**Question**

The table gives the HOMO, the LUMO, their difference (the gap) and the dipole moment of small fluorinated alcohols, ethers and epoxides, calculated with a range-separated hybrid functional.

Isolated fluorinated alcohols, ethers and epoxides, calculated with Ansatz 0.2.0 at PBE0-D4/def2-TZVP geometries. The HOMO and LUMO energies and the gap between them are from wB97X-V/def2-TZVPP, the dipole moments from wB97M-V/def2-TZVPP. In the bond counts, a hyphen marks a single bond.

| SMILES | formula | heavy atoms | bonds C-O | bonds C-F | bonds H-C | bonds C-C | HOMO (eV) | LUMO (eV) | gap (eV) | dipole (D) |
| --- | --- | --- | --- | --- | --- | --- | --- | --- | --- | --- |
| OCF | CH3FO | 3 | 1 | 1 | 2 | 0 | -11.66 | 2.94 | 14.60 | 1.82 |
| OC(F)F | CH2F2O | 4 | 1 | 2 | 1 | 0 | -12.62 | 3.07 | 15.69 | 0.76 |
| FC1CO1 | C2H3FO | 4 | 2 | 1 | 3 | 1 | -11.19 | 3.72 | 14.91 | 2.21 |
| FC1OC1F | C2H2F2O | 5 | 2 | 2 | 2 | 1 | -11.46 | 3.63 | 15.09 | 2.75 |
| COC(F)F | C2H4F2O | 5 | 2 | 2 | 4 | 0 | -11.44 | 3.26 | 14.69 | 2.84 |
| FCOCF | C2H4F2O | 5 | 2 | 2 | 4 | 0 | -11.95 | 3.50 | 15.46 | 0.10 |
| CC1OC1F | C3H5FO | 5 | 2 | 1 | 5 | 2 | -10.86 | 3.41 | 14.27 | 2.23 |
| CC(C)(O)F | C3H7FO | 5 | 1 | 1 | 6 | 2 | -11.32 | 2.77 | 14.09 | 1.92 |
| CC(O)CF | C3H7FO | 5 | 1 | 1 | 6 | 2 | -10.55 | 3.01 | 13.56 | 1.45 |
| COC(C)F | C3H7FO | 5 | 2 | 1 | 7 | 1 | -10.79 | 3.40 | 14.19 | 1.54 |
| FC1OC1(F)F | C2HF3O | 6 | 2 | 3 | 1 | 1 | -11.97 | 3.66 | 15.63 | 1.82 |
| FCOC(F)F | C2H3F3O | 6 | 2 | 3 | 3 | 0 | -12.43 | 3.48 | 15.90 | 1.59 |
| CC(F)OCF | C3H6F2O | 6 | 2 | 2 | 6 | 1 | -11.79 | 3.44 | 15.23 | 0.55 |
| CC(O)(F)CF | C3H6F2O | 6 | 1 | 2 | 5 | 2 | -11.50 | 3.02 | 14.52 | 2.24 |
| CCOC(F)F | C3H6F2O | 6 | 2 | 2 | 6 | 1 | -11.27 | 2.95 | 14.22 | 3.18 |
| FCCOCF | C3H6F2O | 6 | 2 | 2 | 6 | 1 | -11.20 | 3.33 | 14.53 | 1.77 |
| FC(F)C1OC1F | C3H3F3O | 7 | 2 | 3 | 3 | 2 | -11.71 | 3.35 | 15.05 | 1.92 |
| FC(F)C1(F)OC1(F)F | C3HF5O | 9 | 2 | 5 | 1 | 2 | -12.30 | 3.18 | 15.47 | 1.37 |

Two limits apply from the start. Each molecule is represented by one conformer, which may not be the lowest, so small differences between molecules should not be interpreted. All LUMOs lie above zero; such levels depend on the basis set, and so do the absolute gaps.

Three explanations are proposed for the changes in the HOMO.

1. Polarity: fluorine makes a molecule polar, and the more polar the molecule, the more tightly its electrons are held.
2. Size: a larger molecule has a smaller gap, as for a particle in a box, and with it a higher HOMO.
3. Local action on oxygen: the HOMO is mainly an oxygen lone pair, and each fluorine lowers it by an amount that depends on where the fluorine sits.

(a) Test the first two explanations, using pairs of molecules where possible.
(b) Explain physically why fluorine should lower an oxygen lone pair, and why its position should matter.
(c) Decide how far the table supports a dependence on position, as against a mere count of atoms. Work one estimate in full.
(d) What follows for the gap?

**Model answer**

**(a) Polarity and size**

The isomers FCOCF and COC(F)F have the same atoms and are both open ethers. The first has a dipole of only 0.10 D, the second 2.84 D. On the polarity explanation the second should have the deeper HOMO. The table has it the other way round: −11.95 eV for FCOCF and −11.44 eV for COC(F)F.

Substitution tells the same story. In ten pairs of molecules that differ only by the replacement of one or two hydrogens by fluorine, the HOMO falls every time, whereas the dipole rises in four pairs and falls in six. The reason is geometrical. A dipole moment is a vector sum. In FCOCF the two C–F bonds point in largely opposite directions and partly cancel; the C–O bonds oppose what remains. The effects of the C–F bonds on the energy of an electron at the oxygen atom between them need not cancel: each bond has its positive carbon end next to the oxygen, and both lower the level.

The size explanation fails on two steps from one parent. Replacing a hydrogen of FCOCF by fluorine gives FCOC(F)F and lowers the HOMO by 0.48 eV. Replacing a hydrogen by methyl gives CC(F)OCF and raises it by 0.16 eV. Both products have six heavy atoms, one more than the parent, yet their HOMOs differ by 0.64 eV. A count of heavy atoms cannot tell them apart. Over the whole table the gap even tends to grow slightly with the number of heavy atoms, against the box picture.

**(b) How fluorine acts on the lone pair**

That the HOMO is mainly an oxygen lone pair is a chemical argument; the table contains energies, not orbital shapes. Granted this, two effects lower it.

The first is electrostatic. Fluorine draws electrons from its carbon, leaving charges of about $+q$ on carbon and $-q$ on fluorine. An electron on oxygen is attracted by the carbon and repelled by the fluorine. If their distances from oxygen are $r_\mathrm{C}$ and $r_\mathrm{F}$, its energy changes by

$$\Delta E \approx -\frac{q e^2}{4\pi\varepsilon_0}\left(\frac{1}{r_\mathrm{C}}-\frac{1}{r_\mathrm{F}}\right).$$

The carbon is the nearer of the two, so the attraction wins. Call a fluorine α if its carbon is bonded to oxygen, and β if its carbon is one bond further away. For an α fluorine, rough distances are 1.4 Å to carbon and 2.3 Å to fluorine; for a β fluorine both atoms are further off and their distances are more nearly equal in proportion. The bracket is then roughly two to five times smaller, depending on the conformer. With a plausible charge of one or two tenths of an electron, the α effect comes out at some tenths of an eV up to about 1 eV. The charge is assumed, so only the sign and the order α > β are real predictions.

The second effect is orbital mixing. The C–F bond has an empty antibonding orbital, σ\*, with its larger lobe on carbon. A filled level that mixes with an empty one above it is pushed down, by about $V^2/\Delta$, where $V$ is the coupling and $\Delta$ the energy separation. The coupling is large only if the carbon is next to oxygen and the C–F bond is turned so that σ\* overlaps the lone pair. This effect too favours α fluorine, but it depends on the conformer.

Methyl groups work in the opposite direction. Their filled C–H and C–C orbitals lie below the lone pair, and mixing with them pushes it up. In four comparisons in the table the rise is between 0.16 and 0.33 eV per methyl group.

**(c) Position or composition?**

The clearest evidence is a set of three alcohols. CC(O)CF has one β fluorine and its HOMO at −10.55 eV. Its isomer CC(C)(O)F has one α fluorine instead and lies at −11.32 eV, which is 0.77 eV deeper. Adding the missing fluorine to either gives CC(O)(F)CF at −11.50 eV. The α fluorine added to the first isomer is therefore worth 0.95 eV, the β fluorine added to the second only 0.18 eV.

Formula alone cannot account for such a difference. Still, it goes a long way. The fits below are linear least-squares fits to all 18 HOMO energies, whose standard deviation is 0.55 eV. The last column gives the rms error when each molecule in turn is predicted from a fit to the other 17.

| Quantities in the fit | Constants | rms error / eV | rms error, molecule left out / eV |
|---|---|---|---|
| dipole | 2 | 0.50 | 0.54 |
| heavy atoms | 2 | 0.53 | 0.60 |
| numbers of F and C | 3 | 0.26 | 0.32 |
| α F, β F, C, class of molecule | 6 | 0.21 | 0.33 |
| the same, with a separate α effect in epoxides | 7 | 0.15 | 0.22 |

The dipole predicts hardly better than the mean, and size no better. Counting fluorine and carbon atoms removes much of the scatter. Distinguishing α from β brings no gain in prediction until the epoxides are given their own α effect. That separate constant was suggested by the epoxide rows themselves, so the improvement is weaker evidence than it looks.

In the last fit an α fluorine lowers the HOMO by 0.80 eV in open-chain molecules, but by only 0.36 eV in epoxides; a β fluorine lowers it by 0.35 eV. The table thus supports a strong α effect in the open chains. In the epoxides the fit does not tell α and β fluorine apart. Every epoxide here already has an α fluorine, however, so the 0.36 eV describes only the addition of further ones; the effect of the first is hidden in the constant for the class.

As a worked estimate, take COC(F)F, which was part of the fit. For an open ether the constant term is −10.65 eV and each carbon adds 0.24 eV. With two α fluorines and two carbons,

$$E_\mathrm{HOMO} \approx -10.65 - 2(0.80) + 2(0.24) = -11.77\ \text{eV}.$$

The table has −11.44 eV, about 0.3 eV higher, and this is the worst misfit of this fit. The isomer FCOCF has the same counts and so receives the same estimate, but lies about 0.2 eV below it. The model cannot know whether two α fluorines share a carbon or sit on either side of the oxygen.

The same distinction appears one carbon further on. CC(F)OCF, with its α fluorines on both sides, lies 0.52 eV below CCOC(F)F, where they share a carbon. Indeed CCOC(F)F is only 0.07 eV deeper than FCCOCF, which has one α and one β fluorine. The α rule is therefore a tendency that the arrangement of the bonds can almost cancel.

A likely reason is orientation, and the calculated geometries of these conformers fit it. The highest lone pair of oxygen stands upright on the plane of the two bonds at oxygen, so a C–F bond overlaps well with it only if it points out of that plane. In FCOCF both C–F bonds do. In COC(F)F and CCOC(F)F only one does; the other lies nearly in the plane. The alcohols agree: in OC(F)F both C–F bonds point out of the H–O–C plane, and there the second fluorine on the same carbon, from OCF to OC(F)F, lowers the HOMO by 0.96 eV, as much as a first α fluorine, against 0.48 eV from FCOCF to FCOC(F)F, where one bond of the CHF₂ group again lies nearly in the plane. This supports orientation as a cause but does not prove it, since no bond was rotated with all else kept fixed.

For a neighbouring case, the reasoning runs as follows. Moving a single fluorine in an open-chain ether from a β to an α carbon should deepen the HOMO by some tenths of an eV. Adding a methyl group to a carbon bonded to oxygen, as in all four comparisons above, should raise it by about two tenths.

**(d) The gap**

The HOMO spans 2.07 eV and the LUMO 0.95 eV, so the gap mostly follows the HOMO (correlation coefficient −0.91). The order of the gaps is therefore explained largely by what happens at oxygen. Their absolute values are not, since the LUMO is an unbound level shaped by the basis set.

**Remarks on the reasoning**

The polarity explanation tempts because it starts from a true statement: C–F bonds are polar. The slip is to replace the local potential at one atom by a property of the whole molecule.

It would be equally wrong to call the dipole irrelevant. The errors left by the last fit correlate with it (coefficient +0.71): molecules with large dipoles tend to lie higher than the fit predicts. This is the opposite of what the polarity explanation says. It fits the idea that the dipole records how the C–F bonds are arranged, which the atom counts omit, but a correlation over 18 molecules does not establish that cause.

The three alcohols in (c) look like two pieces of evidence, the isomer difference and the unequal fluorine steps. They are one. Both steps end at the same molecule, so the difference between them must equal the difference between the isomers: $0.95-0.18=0.77$ eV.

The table also cannot separate the electrostatic effect from orbital mixing, because both favour α fluorine. The geometries described in (c) suggest that mixing has a share, but not how large it is. Calculations in which one C–F bond is rotated about its C–O bond would help, since the overlap with the lone pair would change strongly while the distances from oxygen to that carbon and fluorine stayed nearly fixed.

The weak effect of further α fluorines in epoxides remains unexplained. The distances there are much the same as in open chains, so the electrostatic formula does not account for it. Nor does orientation: in FC1CO1 the C–F bond points well out of the ring plane. Perhaps the HOMO of an epoxide is shared more with other parts of the molecule and feels the oxygen's surroundings less; orbital shapes would be needed to check this.
